In a crystal of WSe2 the upper valence band holds 28 electrons per cell and is roughly 7 eV wide, a recalled figure. The density of states, the number of electron states per eV, therefore averages about 4 per cell. An average says little about the end of a band. Does the density fade out gently at the bottom or stop abruptly, and which atoms own the last states? The table leaves two rows open at just that place.

Density of states of WSe2 (P6_3/mmc, 6-atom cell, a = 3.279 Å, c = 12.793 Å), total and Löwdin-projected on atomic shells summed over sites, in 0.2 eV bins, with energies from the Fermi level. Ansatz 0.2.0, r2SCAN, plane-wave PAW, scalar-relativistic, no spin polarisation, cutoff 500 eV. The k mesh is 12×12×2, and 18×18×3 with tetrahedra for the density of states.

| energy (eV) | density of states total (states/eV/cell) | DOS Se 4p (states/eV/cell) | DOS W 5d (states/eV/cell) | DOS W 6s (states/eV/cell) |
| --- | --- | --- | --- | --- |
| -7.95 | ? | ? | ? | ? |
| -7.55 | ? | ? | ? | ? |
| -7.15 | 2.38 | 1.57 | 0.43 | 0.24 |
| -6.75 | 4.72 | 3.03 | 1.06 | 0.4 |
| -6.35 | 5.86 | 3.93 | 1.59 | 0.11 |
| -5.95 | 3.54 | 2.42 | 0.76 | 0.14 |
| -5.55 | 2.96 | 1.86 | 0.73 | 0.14 |
| -5.15 | 4.28 | 2.64 | 1.18 | 0.14 |
| -4.75 | 3.06 | 1.99 | 0.85 | 0.06 |
| -4.35 | 4.02 | 2.63 | 1.20 | 0.04 |
| -3.95 | 5.31 | 3.06 | 2.08 | 0.02 |
| -3.55 | 2.95 | 1.69 | 1.14 | 0.02 |
| -3.15 | 7.11 | 4.54 | 2.23 | 0.03 |
| -2.75 | 6.90 | 4.39 | 2.24 | 0.02 |
| -2.35 | 4.66 | 3.11 | 1.34 | 0.03 |
| -1.95 | 2.82 | 1.29 | 1.39 | 0.03 |
| -1.55 | 5.12 | 1.84 | 3.04 | 0.07 |
| -1.15 | 2.17 | 0.61 | 1.45 | 0.03 |
| -0.75 | 0.37 | 0.10 | 0.24 | 0 |
| -0.35 | 0 | 0 | 0 | 0 |
| 0.05 | 0 | 0 | 0 | 0 |
| 0.45 | 0.01 | 0 | 0 | 0 |
| 0.85 | 1.57 | 0.52 | 0.93 | 0.01 |
| 1.25 | 3.36 | 0.86 | 2.25 | 0.08 |
| 1.65 | 7.80 | 2.14 | 5.26 | 0.1 |
| 2.05 | 8.96 | 2.74 | 5.58 | 0.2 |
| 2.45 | 4.04 | 1.43 | 2.24 | 0.05 |
| 2.85 | 4.16 | 1.65 | 2.13 | 0.01 |
| 3.25 | 2.94 | 1.35 | 1.38 | 0.01 |
| 3.65 | 2.85 | 1.16 | 1.33 | 0.06 |
| 4.05 | 2.40 | 0.89 | 0.98 | 0.22 |
| 4.45 | 1.71 | 0.50 | 0.57 | 0.33 |
| 4.85 | 1.05 | 0.17 | 0.08 | 0.46 |
| 5.25 | 1.62 | 0.27 | 0.10 | 0.65 |
| 5.65 | 1.73 | 0.29 | 0.10 | 0.63 |

Energies count from the Fermi level, which lies inside the gap and not at the top of the valence band. The columns "DOS Se 4p", "DOS W 5d" and "DOS W 6s" give the parts of the total that belong to those atomic shells. The listed bins are 0.2 eV wide but 0.4 eV apart, so a peak or an edge can hide between two rows.

The ionic limit explains the number 28. If each tungsten atom gave four electrons to the two selenium atoms of its formula unit, the Se 4p shells of the cell would be full with 24 electrons, and each of the two W atoms would keep two in its 5d shell. The band would then be pure selenium below and pure tungsten on top. The table keeps this order but blurs it: Se 4p leads in every known row from -2.35 eV down, and W 5d leads in the occupied rows above. Even at -6.35 eV, W 5d still makes up 27 % of the total, which is the mark of a covalent bond.

Selenium in turn reaches into the tungsten end. At -0.75 eV, the highest occupied row, about two thirds of the density is W 5d and about a quarter Se 4p. Spin-orbit coupling, which this calculation omits, would change the shape of this upper edge.

At the lower end tungsten enters through a second orbital as well. The W 6s share rises from 2 % at -6.35 eV to 10 % at -7.15 eV. In the ionic limit this orbital is empty and lies high, and its largest densities in the table do stand at 4.85 eV and above, although the listed shells miss about a third to two fifths of the states there. Mixing with Se 4p pushes the selenium partner down. Symmetry favours this mixing at the centre of the Brillouin zone, where all W 6s orbitals within a layer have the same phase, so the deepest states should keep a visible 6s part.

How the density ends depends on dimension. In an ordinary three-dimensional crystal it starts from zero as a square root of the energy above the bottom. In an isolated layer it starts with a step. Near the bottom the energy is $E=\hbar^2k^2/2m$, with $k$ the wave number in the plane and $m$ the effective mass. The states up to $E$ fill a circle whose area grows as $k^2$, hence in proportion to $E$, and their number per eV is constant:

$$g=\frac{A\,m}{\pi\hbar^2}$$

Here $A$ is the area of the cell in the plane, and both spins are counted. With $a=3.279$ Å, $A=\tfrac{\sqrt3}{2}a^2\approx 9.3$ Å². For a free electron $\hbar^2/m\approx 7.6$ eV Å², so one band gives $9.3/(3.14\times7.6)\approx0.39$ states/eV. The cell holds two layers. If the coupling between them is neglected, one such band from each makes 0.78. The free-electron mass is a guess, and a heavier mass would raise the step in proportion.

The place of the edge follows from the band width. The top of the valence band lies between -0.85 and -0.45 eV, because the bin at -0.75 eV holds states and the one at -0.35 eV does not. Going down by the recalled 7 eV puts the bottom, for most of this range, between the centres of the two open bins.

Two other estimates show how uncertain this is. A straight line through the two lowest known rows falls almost to zero at -7.55 eV. Counting electrons points the other way: the known occupied rows, multiplied by their spacing, hold 0.7 electrons fewer than 28, and if all of these sat in the row at -7.55 eV, it would reach 1.8 states/eV. But the count is coarse. When it is repeated with only every other known row, the two possible choices lie about 2 electrons either side of their mean, so the shortfall is no more than a hint.

The forecasts, in states/eV per cell, take the step for the total and the shares at -7.15 eV for its parts. The ranges in brackets are judgements, not statistical errors.

- At -7.55 eV: total 0.8 (0 to 1.8), with Se 4p the largest part at 0.5 (0 to 1.2), W 5d 0.14 (0 to 0.4) and W 6s 0.08 (0 to 0.25).
- At -7.95 eV: total 0 (0 to 0.8), Se 4p 0 (0 to 0.5), W 5d 0 (0 to 0.2) and W 6s 0 (0 to 0.2).

The withheld rows as computed:

| energy (eV) | density of states total (states/eV/cell) | DOS Se 4p (states/eV/cell) | DOS W 5d (states/eV/cell) | DOS W 6s (states/eV/cell) |
| --- | --- | --- | --- | --- |
| -7.95 | 0.08 | 0.05 | 0.02 | 0.01 |
| -7.55 | 1.09 | 0.73 | 0.18 | 0.11 |

All values fall within their ranges, but those ranges were wide enough to admit the straight line's near-zero as well. The central values are the sharper test. At -7.55 eV the total is 1.09, so the forecast was too low by 0.31, or 29 % of the computed value. It still came closer than either the straight line or the full electron shortfall.

The excess has more than one possible reason. If two parabolic bands fill the whole bin, their mass must be about 1.4 times that of a free electron. The bands may also have begun to flatten, which crowds more states into each eV. A density of states adds up all directions and all bands, so it cannot separate these causes.

The orbital shares fared better than the total. At -7.55 eV Se 4p holds 67 %, W 5d 17 % and W 6s 10 %, each within two percentage points of the share assumed. The three parts were forecast too low mainly because the total was. The W 6s share thus persists towards the bottom, as the bonding argument suggests, though the table does not show where in the Brillouin zone these states lie.

At -7.95 eV the forecast of zero missed a small remainder of 0.08. The band therefore reaches below -7.85 eV, the upper limit of that bin. The band edges of the same calculation place the top at -0.51 eV, so the band is at least 7.3 eV wide and the recalled 7 eV was too small. Measured from this top, 7 eV would have put the bottom inside the bin at -7.55 eV, and the step would have filled only part of it. The forecast for that row thus owes something to luck.

Does the density fade out or stop abruptly? These rows cannot tell, because a square-root start just below -7.85 eV would be expected to fit the two totals about as well as a step. The coupling between the layers makes the difference. At the zone centre, the only Se 4p orbitals that can mix with W 6s are those pointing out of the layer. They also reach towards the next layer, so the two layer bands are expected to split and the step to soften. If the bottom lies at the zone centre, a plot of the bands from there along the layer normal would settle the question: flat bands mean a step, and a spread means a gentler start.
